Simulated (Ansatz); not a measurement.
# A correction line for wB97X-V/def2-TZVPP: vertical ionisation energy

The vertical ionisation energy (cation less neutral) in eV of 7 B-containing molecules: x at wB97X-V/def2-TZVPP, y at CCSD(T)/def2-TZVPP. Shapes, held fixed at every level: PBE0-D4/def2-TZVP. Programs: Ansatz 0.2.0.

| molecule | x (eV) | y (eV) |
| --- | --- | --- |
| BH3(NH3) | 10.62 | 10.73 |
| BH3(SeH2) | 10.88 | 10.91 |
| BH3(SH2) | 11.04 | 11.09 |
| BF (SMILES [B]F) | 11.07 | 11.09 |
| HBS (hydrogen boron sulfide) | 11.09 | 11.14 |
| B(OH)O (oxoborinic acid) | 12.32 | ? |
| BOF (fluoro(oxo)borane) | 13.39 | 13.46 |

Task: Fit y = c + s·x to the known rows and predict y for B(OH)O.

Result: 
1. Means of the 6 rows: x = 11.3483, y = 11.403.
2. Σ(Δx)² = 5.1575, Σ(Δx·Δy) = 5.1723, so the slope is 5.1723/5.1575 = 1.0029.
3. Intercept: 11.403 − (1.0029) × 11.3483 = 0.022. The largest residual of the fit is 0.057.
4. B(OH)O: 0.022 + 1.0029 × 12.32 = 12.38 eV.

CCSD(T)/def2-TZVPP gives 12.39 eV, so the prediction is off by -0.01 eV, within the largest residual. Uncorrected, wB97X-V/def2-TZVPP misses it by -0.07 eV, and the other rows by 0.06 on average. The line removes about 90 % of this miss. BOF lies far out in x and weighs most in the slope. Left out in turn, the other rows are missed by 0.09 eV on average, worse than no correction. Cations run unrestricted. Relativity is left out for Se. Outer-core shells of Se are correlated, in sets that cover them unevenly.

The fitted slope of 1.0029 makes the correction almost a uniform upward shift: wB97X-V lies below CCSD(T) in every row, but the gap doesn't grow steadily with ionisation energy. It is largest for BH3(NH3) and smallest for BF, probably because the hole differs in character, from B–H bonding in the ammonia adduct to the boron σ lone pair in BF. The high values of BOF and B(OH)O fit ionisation from π orbitals with much oxygen 2p character, which are compact and tightly bound, whereas HBS loses an electron from a π orbital rich in the more diffuse sulfur 3p. Fluorine withdraws σ density more strongly than hydroxyl and is the weaker π donor, which explains why BOF lies above B(OH)O.

The close prediction for B(OH)O therefore owes much to its kinship with BOF, the only other oxoborane and the row that anchors the upper end of the line. It supports a small shift for this type of molecule, but not a transferable linear correction for boron compounds in general.
